On the reduction. For A + B → 2B at rate kab with equal D, the sum a + b obeys the diffusion equation. If it starts uniform at a₀, then b_t = D b_xx + k b(a₀ − b).

On dimensions. Only D and r = k a₀ remain, giving ℓ = √(D/r), time 1/r and speed √(Dr), the scaling Luther wrote in 1906. With u = b/a₀, ξ = x/ℓ, τ = rt: u_τ = u_ξξ + u(1 − u). Below, v is speed in units of √(Dr) and z = ξ − vτ.

On the factor 2. A tail e^(−λz) needs v = λ + 1/λ. For v < 2, λ is complex and u turns negative. At v = 2 the root is double, so the edge is (Az + B)e^(−z), A > 0, with decay length ℓ, and c = 2√(Dr).

On initial steepness. Data e^(−μξ) with μ ≥ 1 select v = 2; μ < 1 gives v = 2 + (1 − μ)²/μ. For μ ≪ 1, v ≈ 1/μ, a reaction-timing wave with relative diffusive correction μ².

On width. At the inflection, v|u′| = u(1 − u) ≤ 1/4, so W = 1/max|u′| ≥ 4v. Iterating p = [u(1 − u) + p dp/du]/v, p = −u′, gives W ≈ 4v[1 + 1/(4v⁴)], a 1.6 % correction at v = 2.

On time. Saturation behind the edge acts as an absorber, leaving the dipole solution y τ^(−3/2) exp(−y − y²/4τ), y = ξ − 2τ. Its level sets lag by (3/2) ln τ (Bramson). With the next term, quoted from Ebert and van Saarloos, v/2 ≈ 1 − 3/(4τ) + 3√π/(4τ^(3/2)). The corrections cross at τ = π, so the series needs τ ≫ π.

On the rate law. For u(1 − u)(1 + βu), u = 1/(1 + e^(sz)) is exact with s = √(β/2), v = s + 1/s. It is selected once s > 1, so β = 2 divides pulled from pushed fronts. Just above, v − 2 ≈ (β − 2)²/16; exactly, v = √(β/2)(1 + 2/β), tending to √(β/2).

On discreteness. With N particles per length ℓ, the tail ends at L = ln N. Fitting half an oscillation, Im λ = π/L, lowers v by the fraction π²/(2L²) (Brunet-Derrida estimate).

On permanganate-oxalate. Lump the multistep Mn(II) autocatalysis into one step. Take typical D ≈ 10⁹ nm²/s and r = 0.05 s⁻¹, chosen to give the order 10⁴ nm/s typical of aqueous autocatalytic fronts. The model gives ℓ = 1.4×10⁵ nm, 1/r = 20 s, c = 1.4×10⁴ nm/s, W ≳ 1.1×10⁶ nm. With a₀ = 6×10⁻⁴ nm⁻³ and radius R = 2.5×10⁵ nm (illustrative), N = πR²ℓa₀ = 1.7×10¹³, L = 30, shift 0.5 %.

On temperature. c carries (E_D + E_k)/2, ℓ carries (E_D − E_k)/2. With E_D ≈ 0.2 eV (typical) and E_k = 0.6 eV (illustrative) these are 0.4 and −0.2 eV: from 298 to 308 K, c rises by a factor 1.66 and ℓ falls to 0.78.

On the uncatalysed path. A direct rate εr·a makes the bulk obey du/dτ = (u + ε)(1 − u), half converted at τ* = ln[(1 + 2ε)/ε]/(1 + ε) ≈ ln(1/ε). An assumed ε = 10⁻⁶ gives τ* = 13.8, or 276 s. The front covers about 2τ*ℓ = 3.9×10⁶ nm, at most 3.5 widths. The relaxation terms are then −5 % and +3 %, so c deserves two figures at best.

On buoyancy. Poiseuille flow driven by the full density contrast Δ = Δρ/ρ has mean speed U = gΔR²/(8ν), a generous scale since return flow lowers it. For g ≈ 9.81×10⁹ nm/s², typical ν ≈ 10¹² nm²/s and assumed Δ = 10⁻⁴, U ≈ 8×10³ nm/s, 0.5 of c, and U = c near R ≈ 3×10⁵ nm. In wider tubes convection typically raises front speeds severalfold, so the model's 1.4×10⁴ nm/s describes narrow or gelled capillaries only.